**N–O bond dissociation enthalpy of hydroxylamine across density functionals**

The table holds bond dissociation enthalpies of NH₂OH at 298.15 K from PySCF single points (eight hybrid rows and LDA) on shared PBE0-D3(BJ)/def2-SVP geometries and thermal terms, beside Active Thermochemical Tables values. The LDA row refers to the O–H bond; on N–O the same calculation is 124.6 kJ/mol too high, the worst of all rows. The program tests a straight line in the exact-exchange fraction, a parameter-free equal shift of all bonds per functional, and the size of basis and thermal terms. The line fails (R² = 0.03 for four global hybrids, and the B3LYP–BHandHLYP slope misses M06-2X by 66.1 kJ/mol), and the equal shift holds within about 6 kJ/mol only for HSE06, wB97X and M06-2X, of which only M06-2X has a shift clearly larger than the miss. The PBE0 basis spread of 3.3 kJ/mol is small against the 61.0 kJ/mol spread of the def2-TZVP hybrids but as large as the gaps between the closest rows.

Homolytic bond dissociation enthalpies of neutral singlet hydroxylamine, NH₂OH, at 298.15 K and 1 bar, computed with PySCF 2.14.0 by non-relativistic density-functional theory at the levels listed. Geometries and thermal terms are from PBE0-D3(BJ)/def2-SVP throughout.

## The fit in Python

```python
# Table: bond dissociation enthalpies (298.15 K, kJ/mol) of hydroxylamine NH2OH, PySCF DFT single points
# on PBE0-D3(BJ)/def2-SVP geometries and thermal terms, beside ATcT values. Tested: (A) one line in the
# exact-exchange fraction, (B) equal shift of all bonds per functional, (C) size of basis and thermal terms.
T = {
    'system': ['PBE0-D3(BJ)/aug-pcseg-1', 'wB97X-D3(BJ)/def2-TZVP', 'M06-2X/def2-TZVP', 'B3LYP-D3(BJ)/def2-TZVP', 'PBE0-D3(BJ)/def2-TZVP', 'HSE06/def2-TZVP', 'BHandHLYP/def2-TZVP', 'PBE0-D3(BJ)/def2-QZVPPD', 'LDA/def2-TZVP'],
    'integration_grid_level': ['2', '2', '3', '2', '2', '2', '2', '2', '2'],
    'site': ['N1-O2', 'N1-O2', 'N1-O2', 'N1-O2', 'N1-O2', 'N1-O2', 'N1-O2', 'N1-O2', 'O2-H'],
    'measured_enthalpy': [267.0, 267.0, 267.0, 267.0, 267.0, 267.0, 267.0, 267.0, 326.2],  # kJ/mol
    'broken_computed': [258.7, 264.4, 274.3, 251.7, 262.0, 257.1, 213.3, 259.8, 327.6],  # kJ/mol
    'broken_error': [-8.3, -2.6, 7.3, -15.4, -5.0, -9.9, -53.7, -7.2, 1.4],  # kJ/mol
}
import numpy as np
nm = [s.replace('-D3(BJ)', '').replace('def2-', '') for s in T['system']]
ix = {s: i for i, s in enumerate(nm)}
L = ix['LDA/TZVP']; P = ix['PBE0/TZVP']; B = ix['B3LYP/TZVP']; H = ix['BHandHLYP/TZVP']; M = ix['M06-2X/TZVP']
W = ix['wB97X/TZVP']; S = ix['HSE06/TZVP']; Q = ix['PBE0/QZVPPD']; A = ix['PBE0/aug-pcseg-1']
c = np.array(T['broken_computed'], float); ref = np.array(T['measured_enthalpy'], float); e = np.array(T['broken_error'], float)
# further outputs of the same runs (row order), kJ/mol
NO = c.copy(); NO[L] = 391.61
OH = np.array([292.63, 299.06, 310.15, 296.74, 289.47, 287.34, 294.79, 294.32, c[L]])
NH = np.array([335.01, 339.77, 350.17, 339.00, 333.39, 331.44, 334.19, 337.10, 381.67])
NOel = np.array([285.39, 291.09, 301.00, 278.36, 288.71, 283.79, 240.03, 286.50, 418.31])
rNO, rOH = ref[P], ref[L]
print("all energies in kJ/mol; rounding of table 0.05 per value, 0.1 per difference")
print("largest |computed-measured-printed error| = %.2f" % np.max(abs(c - ref - e)))
print("level              site  printed err |  N-O    err |  O-H    err |  N-H")
for i in range(len(nm)):
    print("%-18s %-5s %8.1f | %6.1f %6.1f | %6.1f %6.1f | %6.1f" % (nm[i], T['site'][i], e[i], NO[i], NO[i]-rNO, OH[i], OH[i]-rOH, NH[i]))
hy = [i for i in range(len(nm)) if i != L]
print("eight hybrid rows: mean abs error N-O %.1f, O-H %.1f (O-H errors %.1f to %.1f)" % (np.mean(abs(NO[hy]-rNO)), np.mean(abs(OH[hy]-rOH)), min(OH[hy]-rOH), max(OH[hy]-rOH)))
print("smallest printed |error|: %s; worst on N-O: %s (%.0f%% of measured)" % (nm[np.argmin(abs(e))], nm[np.argmax(abs(NO-rNO))], 100*(NO[L]-rNO)/rNO))
th = NO - NOel
print("C. N-O enthalpy minus electronic: %.2f to %.2f (shared by construction)" % (th.min(), th.max()))
for j in (Q, A):
    print("C. %s minus PBE0/TZVP: N-O %+.1f, O-H %+.1f, N-H %+.1f" % (nm[j], NO[j]-NO[P], OH[j]-OH[P], NH[j]-NH[P]))
tz = [W, M, B, P, S, H]
sb = np.ptp(NO[[P, Q, A]]); sf = np.ptp(NO[tz])
print("C. N-O spread: basis %.1f; six TZVP hybrids %.1f (ratio %.0f); without BHandHLYP %.1f; with LDA %.1f" % (sb, sf, sf/sb, np.ptp(NO[tz[:-1]]), np.ptp(NO[tz+[L]])))
print("C. TZVP hybrid spread of O-H %.1f, of N-H %.1f" % (np.ptp(OH[tz]), np.ptp(NH[tz])))
# exact-exchange percent by definition of the functional; short-range value (rough for wB97X) if range-separated
a = {L: 0, B: 20, P: 25, H: 50, M: 54, S: 25, W: 16}
for lab, rows in (("with LDA", [L, B, P, H, M]), ("global hybrids only", [B, P, H, M])):
    x = np.array([a[i] for i in rows], float); y = NO[rows]
    k, d0 = np.polyfit(x, y, 1); r = y - (d0 + k*x)
    print("A. line %s: D = %.1f %+.2f per %%, R2 %.2f, rms %.1f" % (lab, d0, k, 1 - r.var()/y.var(), np.sqrt(np.mean(r**2))))
    print("   residuals: " + ", ".join("%s %+.1f" % (nm[i].split('/')[0], v) for i, v in zip(rows, r)))
    print("   not fitted (short-range %%): HSE06 %+.1f, wB97X %+.1f" % tuple(NO[i] - d0 - k*a[i] for i in (S, W)))
da = a[H] - a[B]
print("A. B3LYP to BHandHLYP: N-O %+.1f, O-H %+.1f, N-H %+.1f" % (NO[H]-NO[B], OH[H]-OH[B], NH[H]-NH[B]))
kf = (NO[H]-NO[B])/da
print("A. two-point slopes per %%: N-O %.2f, O-H %.2f, N-H %.2f" % (kf, (OH[H]-OH[B])/da, (NH[H]-NH[B])/da))
for j in (P, M, L):
    p = NO[B] + kf*(a[j]-a[B])
    print("   that slope from B3LYP gives %s %.1f, computed %.1f, miss %+.1f" % (nm[j], p, NO[j], NO[j]-p))
print("A. M06-2X (54%%) minus BHandHLYP (50%%): N-O %+.1f" % (NO[M]-NO[H]))
print("B. shifts from PBE0/TZVP:  N-O    O-H    N-H  mean X-H  N-O minus mean")
XH = (OH + NH)/2; res = {}
for j in (S, W, M, B, H, L):
    res[j] = (NO[j]-NO[P]) - (XH[j]-XH[P])
    print("   %-18s %+7.1f %+6.1f %+6.1f %+7.1f %+9.1f" % (nm[j], NO[j]-NO[P], OH[j]-OH[P], NH[j]-NH[P], XH[j]-XH[P], res[j]))
print("B. rms miss: five hybrids %.1f; LDA N-O shift / mean X-H shift %.1f" % (np.sqrt(np.mean([res[j]**2 for j in (S, W, M, B, H)])), (NO[L]-NO[P])/(XH[L]-XH[P])))
print("B. correlation over six TZVP hybrids: O-H with N-H %.2f, N-O with mean X-H %.2f" % (np.corrcoef(OH[tz], NH[tz])[0, 1], np.corrcoef(NO[tz], XH[tz])[0, 1]))
assert np.allclose(np.min([NO, OH, NH], axis=0), c) and T['site'][L] != T['site'][P]
assert np.argmax(abs(NO - rNO)) == L and NO[L] > rNO
assert np.ptp(th) < 0.15 and sb < 0.1*sf
assert kf < 0 and NO[M] > NO[H] and res[H] < 0 < res[L]
```

Output:

```
all energies in kJ/mol; rounding of table 0.05 per value, 0.1 per difference
largest |computed-measured-printed error| = 0.10
level              site  printed err |  N-O    err |  O-H    err |  N-H
PBE0/aug-pcseg-1   N1-O2     -8.3 |  258.7   -8.3 |  292.6  -33.6 |  335.0
wB97X/TZVP         N1-O2     -2.6 |  264.4   -2.6 |  299.1  -27.1 |  339.8
M06-2X/TZVP        N1-O2      7.3 |  274.3    7.3 |  310.1  -16.1 |  350.2
B3LYP/TZVP         N1-O2    -15.4 |  251.7  -15.3 |  296.7  -29.5 |  339.0
PBE0/TZVP          N1-O2     -5.0 |  262.0   -5.0 |  289.5  -36.7 |  333.4
HSE06/TZVP         N1-O2     -9.9 |  257.1   -9.9 |  287.3  -38.9 |  331.4
BHandHLYP/TZVP     N1-O2    -53.7 |  213.3  -53.7 |  294.8  -31.4 |  334.2
PBE0/QZVPPD        N1-O2     -7.2 |  259.8   -7.2 |  294.3  -31.9 |  337.1
LDA/TZVP           O2-H       1.4 |  391.6  124.6 |  327.6    1.4 |  381.7
eight hybrid rows: mean abs error N-O 13.7, O-H 30.6 (O-H errors -38.9 to -16.1)
smallest printed |error|: LDA/TZVP; worst on N-O: LDA/TZVP (47% of measured)
C. N-O enthalpy minus electronic: -26.73 to -26.66 (shared by construction)
C. PBE0/QZVPPD minus PBE0/TZVP: N-O -2.2, O-H +4.8, N-H +3.7
C. PBE0/aug-pcseg-1 minus PBE0/TZVP: N-O -3.3, O-H +3.2, N-H +1.6
C. N-O spread: basis 3.3; six TZVP hybrids 61.0 (ratio 18); without BHandHLYP 22.6; with LDA 178.3
C. TZVP hybrid spread of O-H 22.8, of N-H 18.7
A. line with LDA: D = 344.8 -2.22 per %, R2 0.55, rms 40.4
   residuals: LDA +46.8, B3LYP -48.7, PBE0 -27.3, BHandHLYP -20.4, M06-2X +49.5
   not fitted (short-range %): HSE06 -32.2, wB97X -44.9
A. line global hybrids only: D = 260.2 -0.27 per %, R2 0.03, rms 22.5
   residuals: B3LYP -3.2, PBE0 +8.4, BHandHLYP -33.6, M06-2X +28.4
   not fitted (short-range %): HSE06 +3.5, wB97X +8.4
A. B3LYP to BHandHLYP: N-O -38.4, O-H -1.9, N-H -4.8
A. two-point slopes per %: N-O -1.28, O-H -0.06, N-H -0.16
   that slope from B3LYP gives PBE0/TZVP 245.3, computed 262.0, miss +16.7
   that slope from B3LYP gives M06-2X/TZVP 208.2, computed 274.3, miss +66.1
   that slope from B3LYP gives LDA/TZVP 277.3, computed 391.6, miss +114.3
A. M06-2X (54%) minus BHandHLYP (50%): N-O +61.0
B. shifts from PBE0/TZVP:  N-O    O-H    N-H  mean X-H  N-O minus mean
   HSE06/TZVP            -4.9   -2.1   -1.9    -2.0      -2.9
   wB97X/TZVP            +2.4   +9.6   +6.4    +8.0      -5.6
   M06-2X/TZVP          +12.3  +20.7  +16.8   +18.7      -6.4
   B3LYP/TZVP           -10.3   +7.3   +5.6    +6.4     -16.7
   BHandHLYP/TZVP       -48.7   +5.3   +0.8    +3.1     -51.8
   LDA/TZVP            +129.6  +38.1  +48.3   +43.2     +86.4
B. rms miss: five hybrids 24.7; LDA N-O shift / mean X-H shift 3.0
B. correlation over six TZVP hybrids: O-H with N-H 0.98, N-O with mean X-H 0.41
```
